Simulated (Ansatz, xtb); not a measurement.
Relative energy of two isomers of C2H8AlN

Structure I: `C[NH][AlH][CH3]`, a singlet. Structure II: `CC[NH][AlH2]`, a singlet. Both are isolated molecules in the gas phase, relaxed with r2SCAN-D4/def2-SVP; each stands in its lowest conformer found.

Energies in hartree; the thermal terms are from r2SCAN-D4/def2-SVP harmonic frequencies (ideal gas, rigid rotor, one conformer each, 298.15 K, 1 atm) and include the zero-point energy:

```
                              I           II
E, CCSD(T)/def2-SVP  −377.210490  −377.202733
    E, MP2/def2-SVP  −377.141775  −377.133109
  E, MP2/def2-TZVPP  −377.504238  −377.491391
  zero-point energy     0.096220     0.095846
       H(298 K) − E     0.104366     0.103177
       G(298 K) − E     0.065607     0.066520
```

Correct the CCSD(T) difference for the basis set by the MP2 change, then work out ΔE, ΔE₀, ΔH and ΔG for I → II in kJ/mol (1 Eh = 2625.50 kJ/mol) and the equilibrium ratio [II]/[I].

1. Differences II − I: CCSD(T) +0.007757, MP2 in the small set +0.008666, MP2 in the large set +0.012847 Eh.
2. ΔE = +0.007757 + (+0.012847 − (+0.008666)) = +0.011938 Eh = +31.34 kJ/mol.
3. ΔE₀ = ΔE + ΔZPE = +0.011938 + (−0.000374) Eh = +30.36 kJ/mol.
4. ΔH = ΔE + (−0.001189) Eh = +28.22 kJ/mol.
5. ΔG = ΔE + (+0.000913) Eh = +33.74 kJ/mol, so ΔS = (ΔH − ΔG)/T = −18.5 J/(mol K).
6. kT = 0.9442 mEh, so K = [II]/[I] = exp(−ΔG/kT) = exp(−13.61) ≈ 1.2 × 10^−6.

Structure I is favoured at this temperature. An error of 4 kJ/mol in ΔG would change K by a factor of 5. GFN2-xTB gave ΔE the other sign. Mirror images and further conformers aren't counted.

As drawn, II has 1 C–C, 1 Al–H in place of 1 C–Al, 1 C–H.

Other levels gave ΔE = −57.6 (GFN2-xTB); +58.3 (HF/STO-3G, GFN2-xTB geometries); +45.7 (r2SCAN-D4/def2-SVP//GFN2-xTB); +30.3 (r2SCAN-D4/def2-SVP); +23.4 (HF/def2-SVP); +22.8 (MP2/def2-SVP); +20.4 (CCSD(T)/def2-SVP) kJ/mol. The correlated steps freeze 8 core orbitals. Programs: Ansatz 0.2.0, xtb 6.7.1.

The preference for the N,Al-dimethyl isomer is mainly enthalpic, with entropy adding a little in the same direction. Both isomers keep the Al–N linkage, with nitrogen lone-pair donation towards the formally empty aluminium 3p orbital, so this largely cancels. What remains is the exchange of a C–Al and a C–H bond for a C–C and an Al–H bond. Aluminium binds carbon and hydrogen with broadly similar strength, whereas C–H is markedly stronger than C–C, which probably accounts for most of the gap. In the small basis, HF, MP2 and CCSD(T) give +23.4, +22.8 and +20.4 kJ/mol, so the preference is already present at mean-field level and correlation only trims it. The entropy term probably reflects softer torsions about the bonds to aluminium in I. The ratio describes free monomers and can't be carried over to the condensed phase, where aminoalanes commonly associate through Al–N bridges.
